Lifshitz points of the t1–t2 chain and the two-leg ladder: where the Fermi level lies at half filling

1. Statement

Conventions. There is one orbital per site with on-site energy zero. The spacing is a, and k is given in units of 1/a. Energies are electron energies, the electrons do not interact and T = 0. The filling n and the density of states g(E) are per site and count both spins, so half filling is n = 1. A Lifshitz point is a parameter value at which the number of Fermi points changes. The chain band is

(1) E(k) = −2 t1 cos k − 2 t2 cos 2k.

Reversing the sign of the orbital on every second site reverses t1 and leaves t2 alone, so t1 > 0 is taken throughout. Reversing t2 turns the band upside down, E(π − k; −t2) = −E(k; t2), so what is proved for t2 < 0 at filling n holds for t2 > 0 at filling 2 − n with energies reversed. For t2 < 0 write τ = −t2.

(A) Band shape. For t2 < −t1/4 the minimum splits to ±k0 with cos k0 = −t1/(4 t2), and k = 0 becomes a local maximum. At t2 = −t1/4 the bottom is quartic and g ∝ ε^(−3/4), with ε measured from the bottom. For t2 > t1/4 the maximum splits instead.

(B) Half filling. There are two Fermi points for |t2| < t1/2 and four for |t2| > t1/2, and

(2) E_F = 2 t2 for |t2| ≤ t1/2, E_F = t1²/(2 t2) for |t2| ≥ t1/2.

E_F vanishes only at t2 = 0 and in the limit |t2|/t1 → ∞.

(C) Ladder. With leg hopping t > 0 and rung hopping t⊥ > 0,

(3) E_b(k) = −2t cos k − t⊥, E_a(k) = −2t cos k + t⊥.

At half filling the ladder has four Fermi points and E_F = 0 for t⊥ < 2t, and it is a band insulator with indirect gap 2t⊥ − 4t for t⊥ > 2t.

2. The setting

In LiCuVO4, CuO4 plaquettes share edges and form CuO2 chains. The formal charges Li+, V5+ and O2− leave Cu2+, 3d9, so the antibonding Cu–O band, one Wannier orbital per Cu, holds exactly one electron per Cu. The Cu–O–Cu angle is near 90°, which suppresses t1, while the path Cu–O–O–Cu keeps t2 large. The inputs are approximate values typical of one-band fits to such chains:

t1 = 75 meV, t2 = −85 meV, a = 2.9 Å (Cu–Cu), τ/t1 = 1.13.

The crystal cell holds two Cu along the chain; the band is used unfolded, in the zone of one Cu. The sign of t2 follows from the orbital shape. With x along the chain the Cu orbital is d(xy). Its antibonding oxygen tail on the upper right O is a p orbital along (1, 1); the tail of the second neighbour on its upper left O is along (1, −1). These two O atoms are neighbours along x, and their matrix element is (V_ppσ − V_ppπ)/2 > 0 with the Slater–Koster signs V_ppσ > 0 > V_ppπ. The lower row of O gives the same. A positive matrix element is t2 < 0 in (1). All numbers below are the model's.

3. A wrong attempt

The following calculation is wrong, and its results from W4 on must not be used.

W1. Stationary points: E(0) = 20 meV, E(π) = 320 meV, and minima of −186.5 meV at k0 = ±0.429π. The bandwidth is 506.5 meV.

W2. The on-site energy is zero, and the average of E(k) over the zone is zero.

W3. The band is half filled, so the Fermi level lies at its centre, E_F = 0.

W4. With c = cos k the condition E = 0 reads 4τc² − 2 t1 c − 2τ = 0, so c = [t1 ± √(t1² + 8τ²)]/(4τ) = 0.9613 and −0.5201. The Fermi points are ±k1 = ±0.0888π and ±k2 = ±0.6741π (wrong).

W5. The inner pair exists while E(0) = 2τ − 2t1 > 0, so four Fermi points need |t2| > t1 (wrong). The chain lies 13 per cent beyond its Lifshitz point, with a hole pocket 20 meV deep (wrong).

W6. The slopes give ħ|v1| = 0.40 eV Å, ħ|v2| = 1.25 eV Å and g(E_F) = 6.07 states/(eV Cu) (wrong).

4. The symptom

Count the electrons. The occupied states are k1 < |k| < k2, a length 2(k2 − k1) out of 2π, with two spins:

(4) n = 2(k2 − k1)/π.

The attempt has k2 − k1 = 0.5853π and n = 1.17. It set out to describe d9 copper and arrived at a chain doped with 0.17 electron per Cu, a formal valence of +1.83. On a ring of 100 sites the same fault shows without algebra: 58 of the 100 levels are negative, not 50.

A second sign needs no numbers. For small t2 the band is monotonic on (0, π), so n = 1 forces k_F = π/2, and E(π/2) = 2 t2 is not zero.

5. The faulty line

The faulty line is W3. Lines W1 and W2 are correct. Zero is the mean of the density of states, because the Hamiltonian is traceless. The Fermi level at half filling is its median. The two are forced to agree when g(E) = g(−E), which holds on a bipartite lattice: if every hop joins the two sublattices, reversing the orbital sign on one of them maps H to −H. The hop t2 joins sites of the same sublattice. Together with t1 it closes triangles (steps +1, +1, −2 and their reverses, six ordered paths), and the third moment is

(5) ⟨E³⟩ = −6 t1² t2.

It is non-zero whenever both hoppings are, so g is not symmetric. For t2 < 0 the band of W1 reaches 320 meV above zero and only 186.5 meV below it. The habit E_F = 0 is carried over from the nearest-neighbour chain and the ladder (3), where it is a theorem. The replacement for W3 is: the Fermi level is fixed by n = 1.

6. The mended calculation, with proofs

Proof of (A). From (1),

(6) dE/dk = 2 sin k (t1 + 4 t2 cos k).

Besides k = 0 and π this vanishes at cos k0 = −t1/(4 t2), which is a real wave vector only for |t2| ≥ t1/4. The curvature at k = 0 is 2(t1 + 4 t2) and turns negative at t2 = −t1/4. For t2 < 0 the band is an upward parabola in c,

(7) E = 4τc² − 2 t1 c − 2τ,

with vertex at c = t1/(4τ), energy E_min = −2τ − t1²/(4τ), and curvature in k equal to 8τ sin²k0 > 0. At τ = t1/4, (7) becomes E + 3t1/2 = t1(1 − cos k)², which starts as t1 k⁴/4. In one dimension g(E) = (2/π) Σ 1/|dE/dk|, summed over the solutions with 0 < k < π. With ε = t1 k⁴/4 the slope is t1 k³ = 2^(3/2) t1^(1/4) ε^(3/4), so

(8) g → 1/(√2 π t1^(1/4) ε^(3/4)) as ε → 0,

a stronger divergence than the ε^(−1/2) of a parabolic edge, and still integrable, with n ∝ ε^(1/4).

Density of states for τ > t1/4. The roots of (7) are c± = (t1 ± D)/(4τ) with D = √(t1² + 8τ² + 4τE). At either root |t1 − 4τc| = D, so between E_min and E(0), where both roots lie in (−1, 1),

(9) g(E) = [1/sin k1 + 1/sin k2]/(πD), cos k1 = c+, cos k2 = c−.

Above E(0) only the k2 term survives.

Proof of (B), the Lifshitz point. Four Fermi points exist when E_F < E(0). At E = E(0) one root is c = 1. The roots of (7) add up to t1/(2τ), so the other is t1/(2τ) − 1, and the filling at that energy is n_L = (2/π) arccos[t1/(2τ) − 1]. The pocket at k = 0 is open when n < n_L, that is cos(πn/2) > t1/(2τ) − 1, or

(10) τ > τ_c(n) = t1/[4 cos²(πn/4)].

For n → 0 this is t1/4, the splitting point of (A). For n = 1 it is t1/2.

Proof of (2). For τ ≤ t1/2 the occupied set is |k| < π/2 and E_F = E(π/2) = 2 t2. For τ ≥ t1/2, (4) with n = 1 gives k2 = k1 + π/2, so cos k2 = −sin k1. The sum of the roots gives

(11) cos k1 − sin k1 = t1/(2τ), k1 = arccos[t1/(2√2 τ)] − π/4.

Squaring (11) gives cos k1 sin k1 = [1 − t1²/(4τ²)]/2. The product of the roots of (7) is −(2τ + E)/(4τ) and must equal −cos k1 sin k1. Hence E_F = 4τ cos k1 sin k1 − 2τ = −t1²/(2τ) = t1²/(2 t2). The two branches meet at E_F = −t1, the largest shift. For τ → ∞ the odd and even sites form two separate bipartite chains and E_F returns to zero.

At this E_F, D = √(8τ² − t1²) and sin k1 + cos k1 = D/(2τ). Since sin k2 = cos k1, (9) closes to

(12) g(E_F) = 4τ/[π(4τ² − t1²)] for τ > t1/2,

while for τ < t1/2 the slope at π/2 is 2 t1 and g(E_F) = 1/(π t1). The divergence of (12) at τ → t1/2 comes from the edge of the newly opened pocket.

Numbers for the chain of section 2. E_F = −33.1 meV, k1 = 0.1490π, k2 = 0.6490π, D = 228.4 meV. The slopes 2D sin k are 206.1 and 407.7 meV per unit of ka, that is ħ|v1| = 0.60 eV Å and ħ|v2| = 1.18 eV Å, and g(E_F) = 4.65 states/(eV Cu). The Lifshitz point is τ_c = 37.5 meV, and τ exceeds it by a factor 2.27. The pocket is 53.1 meV deep and holds 2k1/π = 0.298 hole per Cu. It closes at n_L = 1.38.

7. Size of the error

The departures are from the exact solution of model (1) with the inputs of section 2.

quantity | wrong | mended
E_F (meV) | 0 | −33.1
n (electrons per Cu) | 1.17 | 1
critical τ (meV) | 75 | 37.5
k1/π | 0.0888 | 0.1490
k2/π | 0.6741 | 0.6490
(k2 − k1)/π | 0.5853 | 1/2
pocket depth (meV) | 20 | 53.1
ħ|v1| (eV Å) | 0.40 | 0.60
ħ|v2| (eV Å) | 1.25 | 1.18
g(E_F) (states/(eV Cu)) | 6.07 | 4.65

The Fermi level is misplaced by only 6.5 per cent of the bandwidth, but the density of states in that window averages 5.2 states/(eV Cu), which accounts for the 0.17 electron. The inner wave vector comes out 40 per cent too small and g(E_F) 30 per cent too large, because zero lies nearer than the true E_F to the van Hove singularity at E(0). The rigid-band doping that closes the pocket is 0.38 electron per Cu; counted from zero energy it would appear as 0.21. The critical hopping is too large by a factor 2 for any input, and for t1/2 < |t2| < t1 the attempt finds two Fermi points where there are four.

The charge error has a closed form for τ ≥ t1. At E = 0 the product of the roots is −1/2. With δ = k2 − k1 and σ = k2 + k1 this reads cos σ + cos δ = −1, and the squared sum of the roots is (1 + cos σ)(1 + cos δ) = t1²/(4τ²). Setting y = −cos δ gives y(1 − y) = t1²/(4τ²), and on the branch with y → 0 for τ → ∞

(13) n − 1 = (2/π) arcsin{[1 − √(1 − t1²/τ²)]/2}.

This falls steadily from 1/3 at τ = t1. Below τ = t1 only the root c− counts, and the excess grows steadily from zero to 1/3, so the slip costs most at |t2| = t1, close to the ratio of this chain. As the inputs are approximate, the range matters: for τ/t1 from 1 to 1.3 the excess charge runs from 0.33 to 0.12 and E_F/t1 from −0.50 to −0.38.

8. Terms left out of the model

Longer hops. A small term δE(k) shifts E_F at fixed n by its average over the Fermi points with weights 1/|v|, here 0.66 for k1 and 0.34 for k2. For δE = −2 t3 cos 3k the weighted cosine is 0.44 and δE_F = −0.88 t3, about 9 meV in size for an assumed |t3| of 10 meV. The units digit of E_F in meV is therefore the model's alone.

Coupling between chains. A hop of order t′ = 15 meV, a typical size, is represented here by −2t′ cos q with a transverse wave vector q; the real paths are more complicated. It warps the band by ±30 meV, which rivals the 33.1 meV under study. Its effect on E_F is of second order, because n(μ) becomes the q average of n(μ + 2t′ cos q), which is n(μ) + t′² g′(μ) to that order. From (9), g′/g = 3.5 eV⁻¹ at E_F, so δE_F = −t′² g′/g ≈ −0.8 meV. The local maximum at k = 0 ranges from −10 to 50 meV and stays above E_F, so four open Fermi sheets remain. With E_F = 0 the inner sheets would wrongly appear to close for some q.

Interaction. An effective one-band repulsion of about 3.5 eV, a typical value, is 6.9 times the bandwidth. As typical knowledge, LiCuVO4 is a Mott insulator with spin-1/2 Cu moments and a charge gap on the eV scale. The material has no Fermi points and no states at the chemical potential, so the model's 4.65 states/(eV Cu) misses it entirely, on the metallic side. The numbers describe the non-magnetic one-electron band from which t1 and t2 are read. The slip still matters there: a fit that identifies the on-site energy with the Fermi level of the band calculation misplaces it by 33.1 meV, and a Hubbard model started from such a band at μ = U/2 is not pinned to n = 1 by any symmetry.

9. The ladder: proof of (C)

The symmetric and antisymmetric rung combinations diagonalise the 2 × 2 Bloch matrix, whose diagonal element is −2t cos k and whose off-diagonal element is −t⊥, and give (3). The ladder is bipartite, E_b(π − k) = −E_a(k), so here E_F = 0 is correct. The Fermi points obey cos k_b = −t⊥/(2t) and cos k_a = +t⊥/(2t), hence k_a + k_b = π, and the count 2(k_a + k_b)/π = 2 electrons per rung confirms half filling. They exist for t⊥ < 2t. Beyond that the top of the bonding band, 2t − t⊥ at k = π, lies below the bottom of the antibonding band, t⊥ − 2t at k = 0, and the gap is 2t⊥ − 4t. Below half filling the antibonding band is empty when E_F < t⊥ − 2t, that is for n < (1/π) arccos(1 − t⊥/t).

A diagonal hop t_d with |t_d| < t closes triangles. It changes t to t + t_d in E_b and to t − t_d in E_a. In the metal half filling still requires cos k_b = −cos k_a = −x, and E_b = E_a gives 2(t + t_d)x − t⊥ = −2(t − t_d)x + t⊥. So x = t⊥/(2t), the Fermi points and the Lifshitz point t⊥ = 2t are unchanged, but

(14) E_F = t_d t⊥/t.

A row of symmetric dimers on Si(001) has this form: each dimer is a rung with one dangling-bond orbital and one electron per atom, and the two bands are π and π*. Take the illustrative inputs t = 0.20 eV and t⊥ = 0.30 eV, chosen so that the symmetric row is metallic, which is the typical one-electron picture. The model's bands overlap by 0.20 eV, with k_a = 0.230π, k_b = 0.770π and 0.46 electron per dimer in π*. An assumed t_d = 0.05 eV moves E_F to 0.075 eV. Keeping E_F = 0 would then give cos k_b = −0.6, put the level exactly at the bottom of π*, and count 1.41 electrons per dimer instead of 2. The dimers of the real surface buckle. Site energies ±Δ on the two legs, at t_d = 0, replace t⊥ by √(t⊥² + Δ²), and the model's row becomes insulating for Δ > √(4t² − t⊥²) = 0.26 eV.